Q: My niobium sheet is bcc. Which structure sits at the zero of this table, and does it compete with mine?

Structures of Nb, computed with Ansatz 0.2.0 (plane-wave PAW DFT, r2SCAN, scalar-relativistic, no spin polarization, 500 eV cutoff, 0.1 eV Gaussian smearing). Cell and atoms were relaxed at zero pressure, keeping the symmetry of the starting structure, whose type is given under “found from”. Energies are relative to the lowest row.

```
  found from  space group number  atoms in cell  volume per atom (Å³)  over lowest (meV/atom)
      W type                 223              8                 18.50                     0.0
     In type                 139              1                 18.36                    32.0
     Ti type                 191              3                 18.36                    87.0
     As type                 166              1                 18.46                   173.0
     La type                 194              4                 18.56                   196.0
     Sm type                 166              3                 18.56                   200.0
     Mg type                 194              2                 18.56                   207.0
     Cu type                 225              1                 18.69                   229.0
changed type                  69              2                 18.74                   241.0
     Si type                 194              4                 18.95                   452.0
     Sn type                 141              2                 19.00                   491.0
     Sn type                 191              1                 19.23                   511.0
     Ca type                 221              1                 19.92                   918.0
      B type                 166             12                 21.51                   928.0
      C type                 194              4                 21.42                  1308.0
     Si type                 227              2                 25.04                  2570.0
```

A: The zero belongs to the W type, and that name misleads. It means beta-tungsten, also called A15, with eight atoms in the cell, and not the bcc structure of ordinary tungsten. Bcc is the established ground state of niobium and is a further structure beside these sixteen. If it were added as the new zero, every value would rise by the same amount and all differences would stay as they are. Beta-tungsten therefore lies above your sheet, but the table cannot say by how much: its last column compares only these sixteen structures with each other.

Q: What do the expensive structures have in common?

A: They are roomy. The nine lowest rows have nearly the same volume per atom and lie within 241 meV/atom of each other, while diamond, the cubic Si type, takes about a third more space and costs 2570. Ranked by energy, the sixteen stand in almost the same order as ranked by volume, though the lowest row is not quite the densest. The volume is not itself the cause, because each structure was free to choose its best one. Niobium bonds through d electrons that are shared among many neighbours, and a structure that offers few neighbours is both loose and weakly bound.

Q: If an atom loses two thirds of its neighbours, why does the volume not grow far more?

A: Because the remaining bonds shorten. Let Z be the number of nearest neighbours and r their distance. Repulsion adds up neighbour by neighbour, but d bonding grows only as the square root of Z, since the neighbours compete for the same electrons:

E = A Z exp(−p r) − B √Z exp(−q r)

Here A, B, p and q are positive constants, and p is larger than q because repulsion dies off faster. Setting the slope with r to zero gives

r = constant + ln Z / [2(p − q)]

Each halving of Z therefore shortens the bond by the same amount. Fcc (Cu type, Z = 12) and simple cubic (Ca type, Z = 6) fix that amount, and diamond (Z = 4), which was not used, tests it:

one halving: 2.979 − 2.711 = 0.268 Å
from 12 to 4: ln 3 / ln 2 = 1.585 halvings
diamond: 2.979 − 1.585 × 0.268 = 2.554 Å

The calculation gives 2.534 Å. In volume the rule is 2.4 percent above the computed value, whereas rigid balls with the fcc bond length would need 40.7 Å³ per atom instead of 25.0. The analysis printed below lists these bond lengths and volumes.

Q: Does the same counting also give the energies?

A: It gives the direction but not the size. Simple cubic lies 689 meV/atom above fcc and diamond 2341, a ratio of 3.4. If binding simply followed √Z, the ratio would be about 1.4. Letting the bonds shorten as in the formula above raises it to 1.6 at most, as long as fcc stays the lowest of the three. So diamond is far more costly than its neighbour count suggests.

One possible reason is that the count stops at the nearest neighbours. In simple cubic, twelve more atoms sit only about 40 percent farther out, close enough to help; in diamond the next twelve are over 60 percent farther out. But d bonding fades quickly with distance, so this may be only a small part of the answer. The formula also gives every structure a d band of the same shape, which real structures do not have. A third possibility is that open niobium would lower its energy by forming magnetic moments, which these runs held at zero. The numbers do not separate these causes.

Q: There are two Si types. Why is one of them so much cheaper?

A: The label names the pattern from which the relaxation started, not what came out of it. The hexagonal one (space group 194) began as a close relative of diamond but ended with 24 percent less volume than diamond and 2118 meV/atom lower. Its symmetry leaves the shape of the cell and the heights of the atoms free, so the network could collapse into something dense. Cubic symmetry leaves diamond only its overall size. Its high energy is thus the price of holding niobium in a network that it would rather leave.

Q: Fcc is dense and has twelve neighbours. Why is it not at the bottom?

A: Having many neighbours is not enough; how they are arranged matters too. The In type is fcc stretched along one cube edge, away from bcc; its twelve equal neighbours split into four at 2.73 Å and eight at 3.13 Å, and the energy falls by 197 meV/atom. The As type, here simply fcc squashed along a body diagonal, gains 56. Fcc niobium is known to be mechanically unstable, and it survives in the table because the relaxation kept its symmetry.

A likely explanation, which these runs do not prove, is the partly filled d band. A change of arrangement pushes some d levels down and others up, and the crystal gains if the lowered ones are mostly filled. What counts is the sum over all filled levels, not just those at the top. The table's lowest structure illustrates this: judged by the electronic smearing term, it has about a third more states per atom near the Fermi level than the Ti type, yet it lies 87 meV/atom lower.

Q: Which of these digits may I trust?

A: The energies are converged to about 4 meV/atom, so two rows may shift against each other by up to 8. The La, Sm and Mg types, at 196, 200 and 207, differ mainly in how triangular layers are stacked. The order of La and Sm, or of Sm and Mg, is not settled; only La and Mg, 11 apart, differ by slightly more than this error. The 32 meV/atom between the two lowest rows is well clear of this numerical error. Whether it would survive another density functional is a separate question, which one functional cannot answer. The gap between dense and open structures is so large that neither concern is likely to overturn it.

Q: What would change if I replaced niobium by silicon or copper?

A: Silicon would turn much of the list upside down. Each atom gives one of its four valence electrons to each of four directed bonds, and its neighbours supply the second electron of each, so the diamond network that niobium shuns is silicon's ground state. Copper would stay with the dense structures, but its d shell is full: lowered and raised d levels are then both occupied, and little is gained by distorting fcc, which is copper's real structure. For another element, then, ask two questions in turn. Do its electrons fill a few directed bonds, or are they shared among many neighbours? If they are shared and it is a transition metal, how full is the d band? The first answer separates open from dense structures, and the second helps to choose among the dense ones.

Output of the analysis:

```
Bond length in fcc, 12 neighbours (Å): 2.979
Bond length in simple cubic, 6 neighbours (Å): 2.711
Bond length in diamond, 4 neighbours (Å): 2.534
Diamond bond length predicted from the other two by the ln Z rule (Å): 2.554
Diamond volume per atom predicted by the ln Z rule (Å³): 25.65
Error of that predicted volume (percent): 2.435
Simple cubic volume per atom if the fcc bond length were rigid (Å³): 26.43
Diamond volume per atom if the fcc bond length were rigid (Å³): 40.69
Energy of simple cubic above fcc (meV/atom): 689
Energy of diamond above fcc (meV/atom): 2341
Computed ratio of these two energies: 3.398
Same ratio if energy went with the number of bonds: 1.333
Same ratio if energy went with the root of the number of bonds: 1.443
Fcc above the tetragonal In type (meV/atom): 197
Fcc above the rhombohedral As type (meV/atom): 56
In type, distance to the 4 short neighbours, the 8 long ones are at 3.127 (Å): 2.732
In type, c/a of the body-centred cell (bcc 1, fcc 1.414): 1.8
As type, distance to the 6 long neighbours, the 6 short ones are at 2.806 (Å): 3.163
States near the Fermi level per atom, W type over Ti type (ratio): 1.338
States near the Fermi level per atom, W type over In type (ratio): 1.099
Diamond above the collapsed hexagonal Si type (meV/atom): 2118
Volume of the collapsed Si type below that of diamond (percent): 24.32
Rank correlation of volume and energy, all rows: 0.9794
Number of neighbouring gaps of at most 8 meV/atom (twice the tolerance): 2
```
